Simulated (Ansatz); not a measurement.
# TiAu: the change of pressure with volume scale

Results calculated with Ansatz 0.2.0, not measured. Periodic Kohn-Sham DFT of a crystal at fixed atoms, scaled to volume_scale times the given cell; pressure positive in compression, energy less spherical unpolarised free atoms, largest_vzz the field gradient of largest size among the nuclei.

The cell before it is scaled or strained (space group Pm-3m, No. 221):
```
cell vectors (Å)
   3.2540     0.0000     0.0000
   0.0000     3.2540     0.0000
   0.0000     0.0000     3.2540
atoms (fractions of the cell vectors)
Ti  0.50000  0.50000  0.50000
Au  0.00000  0.00000  0.00000
```

Settings of every row: method all-electron PAW; functional PBEsol; relativity scalar; k mesh 10x10x10; filling fermi-dirac; smearing width 0.08 eV; nucleus gaussian.

Atom start moment: 0 on all atoms.

Limits: no spin-orbit coupling on heavy atoms.

```csv
row,volume scale,V (Å³/atom),pressure (GPa)
1,0.94,16.194,4.995
2,0.96,16.538,1.341
3,0.98,16.883,-1.907
4,0.99,17.055,-3.392
5,1,17.228,-4.792
6,1.01,17.4,-6.11
7,1.02,17.572,?
8,1.04,17.917,-9.618
9,1.06,18.261,-11.625
```

Question: what pressure should row 7 give?

Worked fit of pressure. Take u = (V_r/V)^(2/3) − 1 with V_r = 17.142 Å³ an atom, which is twice the finite (Eulerian) strain; such expansions in the strain, on which the Birch-Murnaghan equation of state is built, carry the rest volume and the bulk modulus. The shown rows have u = 0.03866, 0.0242, 0.0102, 0.0034, -0.00333, -0.00991, -0.02905, -0.04128. Least squares give pressure = −4.1067 + 208.579 × u + 668.48 × u² + 671 × u³ GPa; a parabola predicts inner rows, each left out in turn, worse (root mean square 0.01 against 0.0023 GPa). The rows lie off it by 0.000, -0.001, 0.002, -0.002, 0.002, -0.001, 0.000, 0.000. The pressure vanishes at u = 0.0186, or V = 16.68 Å³ an atom, and there the bulk modulus at fixed shape and fractions is B = −V dP/dV = (2/3)(1 + u) dP/du = 159 GPa. The withheld row has u = -0.01638, so the fit gives −4.1067 + 208.579 × (-0.01638) + 668.48 × (-0.01638)² + 671 × (-0.01638)³ = -7.347 GPa.

The calculation gave -7.351 GPa. The fit lies 0.004 GPa (0.024 % of the column's range) above it; its largest miss of a shown row is 0.002 GPa.
